Rigid scan of the Si2–H5 stretch in the anion H3OSi⁻ (SMILES O[SiH2-]; atoms in SMILES order, hydrogens last), computed with Ansatz 0.2.0 in the gas phase with the def2-TZVPPD basis and, for CCSD(T), frozen cores. All else is held as in the PBE0-D4/def2-TZVP minimum structure (stretch 1.551 Å), which defines the zero of energy at every level.

```csv
stretch (Å),CCSD(T) (eV),PBE-D4 (eV),PBE0-D4 (eV),B3LYP-D4 (eV),PBE0-D4 less CCSD(T) (eV),T1 diagnostic
1.364,0.2780,0.3157,0.2904,0.2795,0.0124,0.015
1.418,0.1243,0.1521,0.1332,0.1270,0.0089,0.015
1.497,0.0152,0.0268,0.0188,0.0172,0.0036,0.015
1.551,0.0000,0.0000,0.0000,0.0000,0.0000,n/a
1.590,0.0119,0.0029,0.0093,0.0097,-0.0026,0.015
1.692,0.1086,0.0753,0.0994,0.0971,-0.0092,0.015
1.802,0.2813,0.2160,0.2616,0.2478,-0.0197,0.015
1.919,0.5037,0.4043,0.4737,0.4428,-0.0300,0.016
2.042,0.7522,0.6277,0.7205,0.6755,-0.0317,0.017
2.171,1.0098,0.8635,0.9800,0.9193,-0.0298,0.018
```

The first three rows squeeze the Si–H bond, and here B3LYP-D4 is the best of the three functionals. At the shortest bond it lies within 0.002 eV of CCSD(T), while PBE0-D4 is 0.012 eV too high and PBE-D4 0.038 eV too high. A test that stopped at these rows would recommend B3LYP. The lower half of the table reverses that advice, and the reason lies in how the errors change with bond length.

For PBE the change is simple. Its curve is too high on every compressed row and too low on every stretched one, so the functional favours a longer bond throughout. The error grows almost in proportion to the displacement from 1.551 Å, where all curves are set to zero and therefore agree by construction. An energy error with a constant slope is a constant spurious force, here an outward push on the hydrogen.

A straight line through the common zero, fitted to the PBE errors of all ten rows, gives this push as about 0.246 eV/Å; the printed analysis follows this text. Near the minimum the bond acts as a spring with force constant k, and a constant force f moves its rest point by f/k. The spring constant is the change of slope of the CCSD(T) curve between the two short intervals beside 1.551 Å, divided by the distance between their midpoints:

k ≈ (0.0119/0.039 + 0.0152/0.054) / 0.0465 ≈ 12.6 eV/Å²

f/k ≈ 0.246 / 12.6 ≈ 0.02 Å

Parabolas through the same three points of each curve put the PBE minimum 0.018 Å beyond that of CCSD(T). The rows around the minimum were part of the line fit, so this is a consistency check, but an instructive one: the push that lengthens the bond at rest is nearly the same push that spoils the energy far from it. For PBE, the overlong bond is thus an early sign of a stretching curve that rises too slowly. The sign is no general measure: B3LYP lengthens the bond slightly less than PBE0 does, yet errs more on the long stretches. Under the same push, a softer bond would be lengthened more.

PBE0 differs from PBE chiefly in replacing a quarter of the semilocal exchange by exact exchange. That step removes between two thirds and four fifths of the PBE error on every row away from the common zero, on the compressed side as well as the stretched one. The table therefore shows what exact exchange does here: it supplies an inward pull that offsets most of the outward push.

Theory offers a likely reason for the two opposing forces. Semilocal exchange tends to make electrons spread over two centres too stable, and this favours a lengthened bond. Closed-shell Hartree–Fock theory errs the other way, because it lacks the correlation that lets the two electrons of a bond avoid each other by staying on different atoms; its bonds are typically too short and too stiff. A hybrid functional balances one error against the other. The size of each part in this anion remains untested, and a balance that holds over this range need not hold for a bond pulled much further.

In the rows next to the minimum, the choice between the hybrids depends on the property. Both place the minimum within about 0.005 Å of CCSD(T), which is ample for most structural work. The curvature separates them: for this single stretch, with all else held rigid, the curvature of the B3LYP parabola corresponds to a frequency about 1.7 % too low, while PBE0 agrees with CCSD(T) within the 0.4 % that the rounded energies allow. The output calls this the harmonic frequency, but the parabolas compare all levels over the same three bond lengths. At its own, slightly longer minimum each hybrid has a softer bond, which would lower its frequency by roughly another one per cent. For a band near 2000 cm⁻¹, the B3LYP error in curvature alone would be some 30 cm⁻¹, enough to matter in an assignment.

From 1.692 Å on, PBE0 is the closest functional, and the gap to the others widens. If the goal is 1 kcal/mol, or 0.043 eV, PBE first misses it at 1.802 Å and B3LYP at 1.919 Å. PBE0 stays inside it over the whole scan. The good B3LYP result for the squeezed bond was no guide to the stretched one.

B3LYP contains 20 % exact exchange against 25 % in PBE0. If that share alone set the energy, B3LYP would lie four fifths of the way from PBE to PBE0. At 2.171 Å this rule gives 0.8635 + 0.8 × (0.9800 − 0.8635) ≈ 0.957 eV, but B3LYP gives only 0.919 eV. Other ingredients of B3LYP-D4, such as its semilocal exchange and its correlation, must therefore matter too.

The shape of the B3LYP error points the same way. The exchange-share rule overestimates the B3LYP energy at both ends of the scan, so the actual curve is softer than the rule implies. On compression this softness cancels most of the remaining error; from 1.802 Å on it adds to it. A single constant force consequently describes B3LYP much less well than PBE, with its worst miss, 0.025 eV, at the shortest bond.

At the last row, about 1 eV up the curve, PBE is 14 % below CCSD(T), B3LYP 9 % and PBE0 3 %. What this means depends on the use. If errors of this size entered a reaction barrier at room temperature, where the thermal energy is about 0.026 eV, the B3LYP error of 0.09 eV would change the rate roughly thirtyfold, and the PBE0 error of 0.03 eV about threefold. An energy good enough to sketch a potential curve can still be too poor for a rate.

CCSD(T) is the yardstick here, but it has a width of its own. With frozen cores and a triple-zeta basis, differences of 0.01 eV or somewhat more may belong partly to the reference. The near-perfect B3LYP figures for the squeezed bond should therefore not be read to the last digit, and the largest PBE0 error lies inside the 1 kcal/mol goal by only about that margin. The T1 diagnostic, which measures the weight of single excitations and can warn of trouble with a single-determinant reference, rises only from 0.015 to 0.018. That is no alarm, though a low T1 is weaker evidence for a stretched bond than for one at rest. PBE0 has a weak point too: at the minimum it puts the highest occupied level of this anion above zero. PBE and B3LYP, with less exact exchange, are expected to share this known fault. It does not prove the electron unbound, but it can make the energies more sensitive to the basis set.

Cost settles the division of labour. PBE is the cheapest level, and the hybrids add the work of exact exchange, which formally grows with up to the fourth power of system size. CCSD(T) grows with the seventh power, so doubling the system multiplies its cost by about 128. For stretching this bond, PBE0 is the sensible working level and PBE serves for a first structure. For energies along this scan, the costly CCSD(T) points are best spent on its longest bonds, where the functionals disagree most, rather than near the common zero, where even a flawed curve looks good. If the bond is pulled much further, towards breaking, CCSD(T) built on a single closed-shell determinant may itself fail, and a multireference check is then needed.

Printed output of the fit:

```
Errors against CCSD(T) and test of the exchange share, eV:
    row      PBE     PBE0    B3LYP  share_rule_less_B3LYP
  1.364   0.0377   0.0124   0.0015                0.01596
  1.418   0.0278   0.0089   0.0027                0.00998
  1.497   0.0116   0.0036    0.002                 0.0032
  1.551        0        0        0                      0
   1.59   -0.009  -0.0026  -0.0022               -0.00168
  1.692  -0.0333  -0.0092  -0.0115               -0.00252
  1.802  -0.0653  -0.0197  -0.0335                0.00468
  1.919  -0.0994    -0.03  -0.0609                0.01702
  2.042  -0.1245  -0.0317  -0.0767                0.02644
  2.171  -0.1463  -0.0298  -0.0905                 0.0374
fit of ep on 10 rows: coefficient of dx -0.2456 +/- 0.0055; rms 0.00492, worst 1.919 0.00903, leave-one-out rms 0.00606
fit of eb on 10 rows: coefficient of dx -0.141 +/- 0.012; rms 0.0107, worst 1.364 0.0249, leave-one-out rms 0.0114
Shift of minimum against CCSD(T), PBE, angstrom: 0.01813
Shift of minimum against CCSD(T), PBE0, angstrom: 0.005285
Shift of minimum against CCSD(T), B3LYP, angstrom: 0.003798
PBE shift predicted from the constant force, angstrom: 0.01947
Harmonic frequency against CCSD(T), PBE, percent: -1.369
Harmonic frequency against CCSD(T), PBE0, percent: 4.441e-14
Harmonic frequency against CCSD(T), B3LYP, percent: -1.665
Largest effect of energy rounding on these frequencies, percent: 0.3764
First row where PBE misses by over 1 kcal/mol (0.043 eV), angstrom: 1.802
First row where B3LYP misses by over 1 kcal/mol, angstrom: 1.919
Largest PBE0 error in size, eV: 0.0317
PBE error at 2.171 angstrom, percent of CCSD(T) energy: -14.49
PBE0 error at 2.171 angstrom, percent of CCSD(T) energy: -2.951
B3LYP error at 2.171 angstrom, percent of CCSD(T) energy: -8.962
Formal growth of CCSD(T) cost when the system doubles (seventh power), times: 128
```
